# Why the Levy–Lieb functional is not convex: the $^2P$ level of aluminium

The constrained search over wave functions defines a density functional that returns every ground-state energy exactly and is nevertheless not convex. I shall prove this, with an explicit lower bound on the violation, and apply it to the ground level of the aluminium atom. Spin decides whether that example works, so I shall say at each point which wave functions are searched.

## 1. Premises and definitions

The Hamiltonian is non-relativistic and spin-free, with a clamped point nucleus:
$$\hat H_v=\hat T+\hat W+\sum_{i=1}^N v(\mathbf r_i),\qquad \hat T=-\frac{\hbar^2}{2m_e}\sum_i\nabla_i^2,\qquad \hat W=\sum_{i<j}\frac{e^2}{4\pi\varepsilon_0 r_{ij}} .$$
Potentials lie in $L^{3/2}+L^\infty$, which contains the Coulomb potential. The density $\rho$ is a number density in m$^{-3}$ with $\rho\ge0$, $\int\rho=N$ and $\sqrt\rho\in H^1$. I write $\langle v,\rho\rangle=\int v\rho\,d^3r$ and $\|f\|_1=\int|f|\,d^3r$.

The space $\mathcal H$ of antisymmetric wave functions is one of two. The *full* space holds all spin components. The *sector* holds only eigenfunctions of $\hat S_z$ with a fixed $M_S$, that is, fixed $N_\uparrow$ and $N_\downarrow$. Wave functions are complex in both. With $E[v]$ the bottom of the spectrum of $\hat H_v$ on $\mathcal H$,
$$F_{LL}[\rho]=\inf_{\Psi\to\rho}\langle\Psi|\hat T+\hat W|\Psi\rangle,\qquad F[\rho]=\sup_{v}\{E[v]-\langle v,\rho\rangle\}.$$
The first is the search of Levy (1979), analysed by Lieb (1983), where $\Psi\to\rho$ means a normalised $\Psi\in\mathcal H$ of finite kinetic energy with density $\rho$. The second is Lieb's functional. I quote one fact without proof: $F_{LL}$ is finite on every density of the class above, because determinants of finite kinetic energy can be built for each of them.

One premise concerns the particular potential $v$ that we study.

**(P1)** $E_0=E[v]$ is an eigenvalue with a finite-dimensional eigenspace $\mathcal G$, and the rest of the spectrum on $\mathcal H$ lies at or above $E_0+\Delta$ with $\Delta>0$.

For a neutral atom this follows from Zhislin's theorem, which places bound states below the ionisation threshold, together with the HVZ theorem, which says that the spectrum below that threshold consists of isolated eigenvalues of finite multiplicity.

## 2. The theorem

Take normalised $\Psi_1,\dots,\Psi_M\in\mathcal G$ with densities $\rho_i$, weights $w_i\ge0$ with $\sum_iw_i=1$, and $\bar\rho=\sum_iw_i\rho_i$. Define the distance from $\bar\rho$ to the pure ground-state densities,
$$d=\inf_{\Phi\in\mathcal G,\ \|\Phi\|=1}\|\rho_\Phi-\bar\rho\|_1 .$$

**Theorem.** Under (P1),
$$\sum_iw_iF_{LL}[\rho_i]=F[\bar\rho],\qquad F_{LL}[\bar\rho]-F[\bar\rho]\ \ge\ \Delta\,\frac{d^2}{4N^2},$$
and $d>0$ if and only if no pure state of $\mathcal G$ has the density $\bar\rho$.

**Step 1: $F\le F_{LL}$, and $F$ is convex.** For any potential $u$ and any $\Psi\to\rho$, the variational principle gives $\langle\Psi|\hat T+\hat W|\Psi\rangle+\langle u,\rho\rangle\ge E[u]$. The infimum over $\Psi$ gives $F_{LL}[\rho]\ge E[u]-\langle u,\rho\rangle$, and the supremum over $u$ gives $F_{LL}[\rho]\ge F[\rho]$. For each $u$ the expression $E[u]-\langle u,\rho\rangle$ is affine in $\rho$. Hence $E[u]-\langle u,\bar\rho\rangle=\sum_iw_i(E[u]-\langle u,\rho_i\rangle)\le\sum_iw_iF[\rho_i]$, and the supremum over $u$ shows that $F$ is convex.

**Step 2: pure ground-state densities.** $\Psi_i$ is an admissible trial function for $\rho_i$, so $F_{LL}[\rho_i]\le E_0-\langle v,\rho_i\rangle$. The potential $v$ is an admissible trial potential, so $F[\rho_i]\ge E_0-\langle v,\rho_i\rangle$. With Step 1 the chain closes:
$$F[\rho_i]=F_{LL}[\rho_i]=E_0-\langle v,\rho_i\rangle .$$

**Step 3: the mixture.** Using $v$ as trial potential again, $F[\bar\rho]\ge E_0-\langle v,\bar\rho\rangle$. Convexity and Step 2 give $F[\bar\rho]\le\sum_iw_iF[\rho_i]=E_0-\langle v,\bar\rho\rangle$. Therefore
$$F[\bar\rho]=E_0-\langle v,\bar\rho\rangle=\sum_iw_iF_{LL}[\rho_i],$$
which is the first claim. $F$ is affine on all mixtures of ground-state densities of $v$.

**Step 4: the excess is an excitation energy.** Every $\Psi\to\bar\rho$ has the same potential energy $\langle v,\bar\rho\rangle$, so $\langle\Psi|\hat T+\hat W|\Psi\rangle=\langle\Psi|\hat H_v|\Psi\rangle-\langle v,\bar\rho\rangle$. Subtracting Step 3,
$$F_{LL}[\bar\rho]-F[\bar\rho]=\inf_{\Psi\to\bar\rho}\langle\Psi|\hat H_v-E_0|\Psi\rangle .$$
Split $\Psi=\cos\theta\,\Phi+\sin\theta\,\chi$ with $\Phi\in\mathcal G$, $\chi\perp\mathcal G$, both normalised, phases absorbed into them, and $0\le\theta\le\pi/2$. Since $(\hat H_v-E_0)\Phi=0$, the $\Phi\Phi$ term and both cross terms vanish, and (P1) bounds the remainder:
$$\langle\Psi|\hat H_v-E_0|\Psi\rangle=\sin^2\theta\,\langle\chi|\hat H_v-E_0|\chi\rangle\ge\Delta\sin^2\theta .$$

**Step 5: close states have close densities.** In the basis $(\Phi,\chi)$ the difference of the two projectors is
$$|\Psi\rangle\langle\Psi|-|\Phi\rangle\langle\Phi|=\begin{pmatrix}-\sin^2\theta&\sin\theta\cos\theta\\ \sin\theta\cos\theta&\sin^2\theta\end{pmatrix}.$$
Its trace is zero and its determinant is $-\sin^4\theta-\sin^2\theta\cos^2\theta=-\sin^2\theta$, so the eigenvalues are $\pm\sin\theta$, with normalised eigenvectors $\xi_\pm$. The density is linear in the projector, hence $\rho_\Psi-\rho_\Phi=\sin\theta\,(\rho_{\xi_+}-\rho_{\xi_-})$. Both $\rho_{\xi_\pm}$ are non-negative and integrate to $N$, so
$$\|\rho_\Psi-\rho_\Phi\|_1\le2N\sin\theta .$$
For $\Psi\to\bar\rho$ the left side is at least $d$. Thus $\sin\theta\ge d/2N$ for every admissible $\Psi$, and Step 4 gives the second claim. If $\cos\theta=0$, any $\Phi\in\mathcal G$ serves and the argument is unchanged.

**Step 6: when $d$ is positive.** The computation of Step 5 holds for any two normalised states and shows that $\Phi\mapsto\rho_\Phi$ is continuous into $L^1$. The unit sphere of the finite-dimensional $\mathcal G$ is compact, so the infimum $d$ is attained. Hence $d=0$ exactly when some $\Phi\in\mathcal G$ has density $\bar\rho$. In that case Step 2 gives $F_{LL}[\bar\rho]=F[\bar\rho]$. In the other case $F_{LL}[\bar\rho]>\sum_iw_iF_{LL}[\rho_i]$, which contradicts the defining inequality of a convex functional. $\square$

> **Question.** Could $\bar\rho$ be a pure ground-state density of some other potential?

No. If a pure ground state of some $v'$ had the density $\bar\rho$, Step 2 applied to $v'$ would give $F_{LL}[\bar\rho]=F[\bar\rho]$, which $d>0$ excludes. So $\bar\rho$ is ensemble $v$-representable and not pure-state $v$-representable, a situation pointed out by Levy (1982) and Lieb (1983).

> **Question.** The usual proof needs a minimiser in the constrained search. Where did that go?

The short argument runs: if $F_{LL}[\bar\rho]=F[\bar\rho]$, the minimising $\Psi$ has energy $E_0$ and is a ground state. That needs Lieb's theorem that the infimum is attained. Steps 4 and 5 replace it by the gap, which keeps even approximate minimisers away from $E_0$.

> **Question.** And the search over density matrices?

Define $F_{DM}[\rho]=\inf_{\Gamma\to\rho}\mathrm{Tr}\,\Gamma(\hat T+\hat W)$. The argument of Step 1 gives $F\le F_{DM}$, and the trial $\Gamma=\sum_iw_i|\Psi_i\rangle\langle\Psi_i|$ gives $F_{DM}[\bar\rho]\le E_0-\langle v,\bar\rho\rangle$. So $F_{DM}[\bar\rho]=F[\bar\rho]$. Only the pure-state search pays a price.

## 3. Densities of an $L=1$ level

Now $v=-Ze^2/4\pi\varepsilon_0r$ with $Z=N=13$.

**(P2)** The ground level is a single $^2P$ term, configuration [Ne]$3s^23p$, with no accidental degeneracy. This is taken from spectroscopy and is not proved for $\hat H_v$.

Begin in the sector $M_S=+\tfrac12$, with $N_\uparrow=7$ and $N_\downarrow=6$. There $\mathcal G$ is three-dimensional. Choose a basis $\Psi_x,\Psi_y,\Psi_z$ that transforms like a Cartesian vector under rotations $\mathsf R$ of the spatial coordinates, and define transition densities $\rho_{ab}(\mathbf r)=\langle\Psi_a|\hat\rho(\mathbf r)|\Psi_b\rangle$ with $\hat\rho(\mathbf r)=\sum_i\delta(\mathbf r-\mathbf r_i)$.

**Step 7: their form.** Covariance reads $\rho_{ab}(\mathsf R\mathbf r)=\sum_{cd}\mathsf R_{ac}\mathsf R_{bd}\rho_{cd}(\mathbf r)$. On the $z$ axis the $3\times3$ matrix must therefore commute with all rotations about $z$. The $xz$, $yz$, $zx$ and $zy$ entries rotate as plane vectors and must vanish. The $xy$ block must commute with plane rotations, which leaves the unit matrix and the antisymmetric one. Rotating to a general direction $\mathbf n=\mathbf r/r$,
$$\rho_{ab}(\mathbf r)=A(r)\,\delta_{ab}+B(r)\left(n_an_b-\tfrac13\delta_{ab}\right)+C(r)\sum_c\epsilon_{abc}n_c .$$
Inversion commutes with $\hat H_v$ and with rotations, so by Schur's lemma it acts on $\mathcal G$ as one common sign. Then $\rho_{ab}(-\mathbf r)=\rho_{ab}(\mathbf r)$, and $C=0$. Hermiticity makes $A$ and $B$ real. The equal-weight density is the trace divided by three, $\bar\rho=A(r)$, which is spherical.

**Step 8: a general pure state.** For $\Phi=\sum_ac_a\Psi_a$ with $\mathbf c=\mathbf u+i\mathbf w$, real $\mathbf u,\mathbf w$ and $|\mathbf u|^2+|\mathbf w|^2=1$, the matrix $\rho_{ab}$ is symmetric, so only the real part of $c_a^*c_b$ survives:
$$\rho_\Phi(\mathbf r)=A(r)+B(r)\left(\mathbf n^{T}Q\,\mathbf n-\tfrac13\right),\qquad Q=\mathbf u\mathbf u^T+\mathbf w\mathbf w^T .$$
$Q$ is positive semidefinite with unit trace and rank at most two. Its eigenvalues are $(q,1-q,0)$, and $\mathbf c=(\sqrt q,\,i\sqrt{1-q},\,0)$ shows that every $q\in[0,1]$ occurs. The spherical density needs $Q=\tfrac13\mathbb 1$, of rank three. Along the null direction of $Q$ one has $\rho_\Phi-\bar\rho=-B/3$.

**(P3)** $B(r)$ does not vanish identically.

For one $p$ electron with radial function $R(r)$, $\int R^2r^2dr=1$, outside closed shells, the orbitals are $\sqrt{3/4\pi}\,R\,n_a$, so $B=3R^2/4\pi$ and $A=\rho_{\rm core}+R^2/4\pi$. In the correlated atom the density at large $r$ is dominated by the lowest ionisation channel, which leads to the $^1S$ ground state of Al$^+$. The overlap orbital of that channel must have the form $g(r)n_a$, so $\rho_{ab}\to|g|^2n_an_b$ and $B/A\to3$, provided $g$ is not zero.

**Step 9: the distance.** Radial and angular integrals separate. With $\langle\cdot\rangle$ the average over directions,
$$\|\rho_\Phi-\bar\rho\|_1=b\,D(q),\qquad b=\frac{4\pi}{3}\int_0^\infty|B|\,r^2dr,\qquad D(q)=\big\langle\,|3qn_x^2+3(1-q)n_y^2-1|\,\big\rangle .$$
Only the eigenvalues of $Q$ matter, since the average is invariant under rotation. $D$ is an average of absolute values of affine functions of $q$, hence convex, and exchanging $x$ and $y$ gives $D(q)=D(1-q)$. So $D(\tfrac12)\le\tfrac12[D(q)+D(1-q)]=D(q)$, and the minimum is at $q=\tfrac12$, which includes the states $M_L=\pm1$. With $\mu=n_z$ the integrand is $|1-3\mu^2|/2$. The function $1-3\mu^2$ integrates to zero on $[0,1]$ and changes sign at $1/\sqrt3$, so its positive and negative parts are equal:
$$D(\tfrac12)=\int_0^1\frac{|1-3\mu^2|}{2}\,d\mu=\big[\mu-\mu^3\big]_0^{1/\sqrt3}=\frac{2}{3\sqrt3}=0.385 .$$
The real states such as $\Psi_z$ have the integrand $|3\mu^2-1|$ and lie twice as far away, $D(1)=0.770$. Thus $d=2b/3\sqrt3>0$, and in the sector
$$F_{LL}^{(1/2)}[\bar\rho]-\tfrac13\sum_aF_{LL}^{(1/2)}[\rho_{aa}]\ \ge\ \frac{\Delta\,b^2}{27N^2}>0 .$$

The geometry is simple. Ensembles on $\mathcal G$ give all real positive semidefinite $Q$ of unit trace, a convex body of five dimensions on which $F$ is affine. Pure states give its boundary, $\det Q=0$, where $F_{LL}^{(1/2)}=F$. At every interior point $F_{LL}^{(1/2)}$ lies strictly above $F$.

> **Question.** Would two degenerate states not have been enough?

Not two real ones. The mixture $q\rho_{xx}+(1-q)\rho_{yy}$ has $Q=\mathrm{diag}(q,1-q,0)$, the density of the pure state $\sqrt q\,\Psi_x+i\sqrt{1-q}\,\Psi_y$. The factor $i$ removes the interference term. Three real states are the minimum. Two complex densities can expose the failure, though: $\bar\rho=\tfrac23\rho_{M_L=1}+\tfrac13\rho_{M_L=0}$, because $\tfrac23\,\mathrm{diag}(\tfrac12,\tfrac12,0)+\tfrac13\,\mathrm{diag}(0,0,1)=\tfrac13\mathbb 1$.

## 4. What spin does

> **Question.** That last decomposition looks like the $^2P_{1/2}$ state, whose charge density is spherical. Does that not destroy the example?

In the full space it does. There $\mathcal G$ has six dimensions, $\Phi=\sum_{a\sigma}c_{a\sigma}\Psi_{a\sigma}$ with $\sigma=\uparrow,\downarrow$ labelling $M_S=\pm\tfrac12$. The operator $\hat\rho$ commutes with $\hat S_z$ and $\hat S_\pm$, so $\langle\Psi_{a\sigma}|\hat\rho|\Psi_{b\sigma'}\rangle=\delta_{\sigma\sigma'}\rho_{ab}$. Step 8 then holds with
$$Q=\mathrm{Re}\,\gamma,\qquad\gamma=\mathbf c_\uparrow\mathbf c_\uparrow^\dagger+\mathbf c_\downarrow\mathbf c_\downarrow^\dagger ,$$
and rank three is within reach. In the principal axes of any target $Q=\mathrm{diag}(q_1,q_2,q_3)$, take $\mathbf c_\downarrow=(\sqrt{q_1},\,i\sqrt{q_2},\,0)$ and $\mathbf c_\uparrow=(0,0,\sqrt{q_3})$. Every ensemble density of the level is then the density of a pure ground state. For $q_1=q_2=q_3=\tfrac13$ this is, up to an overall sign and with Condon–Shortley phases, $|M_L{=}1\rangle=-(\Psi_x+i\Psi_y)/\sqrt2$,
$$|J{=}\tfrac12,M_J{=}\tfrac12\rangle=\sqrt{\tfrac23}\,|M_L{=}1,\downarrow\rangle-\sqrt{\tfrac13}\,|M_L{=}0,\uparrow\rangle .$$
No spin–orbit term is needed for this. The state belongs to the degenerate level of the spin-free Hamiltonian. The spin label makes the two orbital parts orthogonal and so mimics an ensemble.

The functional $F$ does not notice the difference. For odd $N$ every spin multiplet has a member with $M_S=\tfrac12$, so $E[u]$ is the same in both spaces for all $u$, and so is $F$. For aluminium, therefore,
$$F[\bar\rho]=F_{LL}^{\rm full}[\bar\rho]<F_{LL}^{(1/2)}[\bar\rho].$$
The statement that all pure states of an $L=1$ level are non-spherical is true for a singlet and at fixed $M_S$, and false for an unrestricted doublet.

> **Question.** Is fixing $M_S$ then a mere artifice?

It is what one does on fixing $N_\uparrow$ and $N_\downarrow$. Moreover the example survives in collinear spin-density functional theory with a search over the full space. Let $F_{LL}[\rho_\uparrow,\rho_\downarrow]$ constrain both spin densities, with potentials $(u_\uparrow,u_\downarrow)$ in the supremum. Steps 1 to 6 go through with $u_\uparrow=u_\downarrow=v$ and the norm $\|\delta\rho_\uparrow\|_1+\|\delta\rho_\downarrow\|_1$. Average the three $M_S=+\tfrac12$ states, so that $\int(\bar\rho_\uparrow-\bar\rho_\downarrow)=1$. A state of the six-dimensional level has $\int(\rho_\uparrow-\rho_\downarrow)=|\mathbf c_\uparrow|^2-|\mathbf c_\downarrow|^2$, which equals one only for $\mathbf c_\downarrow=0$, and then Step 8 makes the total density non-spherical. So $d>0$. The spherical state above has $\langle\hat S_z\rangle/\hbar=\tfrac12(\tfrac13-\tfrac23)=-\tfrac16$ and is excluded.

> **Question.** And $F_{LL}^{\rm full}[\rho]$ itself?

It needs a level with more orbital than spin freedom. For a term $^{2S+1}L$ in a real basis, the real symmetric matrices of order $2L+1$ decompose into multipoles $k=0,2,\dots,2L$, the dimensions adding to $(L+1)(2L+1)$. Odd $k$ do not reach the density, by parity. If none of the radial functions $B_k$ of even $k$ vanishes identically, a spherical density requires $\mathrm{Re}\,\gamma=\mathbb 1/(2L+1)$. Each of the $2S+1$ spin components adds at most two to the rank of $\mathrm{Re}\,\gamma$. Hence no pure state is spherical if
$$2L+1>2(2S+1).$$
This holds for $^1P$ and $^2D$ and fails for $^2P$. A $^2D$ ground term, as in scandium with one $d$ electron outside closed subshells, meets the condition, and under the analogues of (P1) to (P3) it shows that the unrestricted functional is not convex either.

> **Question.** What does this mean for Kohn–Sham calculations?

Nothing in the proof used the form of $\hat W$, so it holds for $\hat W=0$. Suppose the spherical density is reproduced by a spherical Kohn–Sham potential whose highest occupied level is $3p$. At fixed $N_\uparrow$ and $N_\downarrow$, occupations of one third in each spin-up $p$ orbital then describe an ensemble, and their kinetic energy is the convex functional. A pure-state search for the same density gives a strictly larger value.

## 5. Range of validity

The theorem needs a Hamiltonian $\hat T+\hat W+\sum v$ with a local $v$, fixed $N$, and an isolated ground level of finite degeneracy. Without a gap, as in an extended metal, the bound is empty. The bound also weakens as $N^{-2}$, because Step 5 allows all electrons to move. It is a lower bound only, and the proof gives no estimate from above beyond finiteness.

The application to aluminium needs (P2) and (P3) and holds for the search at fixed $M_S$ and for the spin-density functional. It does not hold for the unrestricted search at given total density. A symmetry-lowering field that lifts the degeneracy changes the level, but not the inequality at $\bar\rho$, since $F_{LL}$ and $F$ make no reference to $v$. For the same reason the result concerns the functionals built from the non-relativistic $\hat T+\hat W$. Spin–orbit coupling defines different functionals.

## 6. Numerical illustration

Two inputs enter. For $\Delta$ I take the lowest excitation of the atom, $3s^23p\;^2P\to3s^24s\;^2S$, at the approximate value $\Delta\approx5.0\times10^{-19}$ J, about 3.1 eV. For $b$ I take one $p$ electron outside frozen, spin-unpolarised closed shells, where $B=3R^2/4\pi$ gives $b=1$ for any radial function.

Then $d=0.385$. Since $\rho_\Phi-\bar\rho$ integrates to zero, at least $d/2=0.192$ of an electron has to be moved to make a pure ground-state density spherical. Any wave function in the sector with the spherical density has $\sin\theta\ge d/2N=0.0148$, an excited-state weight of at least $1/(27\times13^2)=1/4563=2.19\times10^{-4}$, and
$$F_{LL}^{(1/2)}[\bar\rho]-F[\bar\rho]\ \ge\ \frac{5.0\times10^{-19}\ \mathrm J}{4563}=1.1\times10^{-22}\ \mathrm J .$$
In this model the spin-density version has the same $d$. A state with weight $s$ in $M_S=-\tfrac12$ lies at distance $s+\|(1-s)\rho_c-\bar\rho_p\|_1$, where $\rho_c$ is the normalised valence density of its spin-up part and $\bar\rho_p=R^2/4\pi$. The triangle inequality bounds this from below by $\|\rho_c-\bar\rho_p\|_1\ge0.385$.

> **Question.** How seriously should we take that number?

It is the model's number and a lower bound. Correlation and quadrupolar polarisation of the closed shells change $b$, and the bound goes as $b^2$: a change of 20 per cent lowers it by 36 or raises it by 44 per cent, so the order of magnitude is all that carries over to the correlated Hamiltonian. The loss from $N^{-2}$ is larger still. A three-electron pseudo-atom in a local spherical potential, with the same $\Delta$ and $b$, would give $\Delta/243=2.1\times10^{-21}$ J. The excess itself is not observable, and I know of no typical value against which to set it.

The neglected spin–orbit coupling exceeds the bound. The fine-structure interval of the term is approximately $1.1\times10^{4}$ m$^{-1}$, or $2.2\times10^{-21}$ J, about 20 times the thirteen-electron bound. It puts $^2P_{1/2}$ lowest, a doublet in which every state has a spherical charge density, because $J=\tfrac12$ supports only multipoles of rank 0 and 1 and parity removes rank 1. The bound of order $10^{-22}$ J is thus a statement about the non-relativistic functional at $N_\uparrow=7$, $N_\downarrow=6$, evaluated at the spherical density of its aluminium atom, and not about the level scheme of the real one.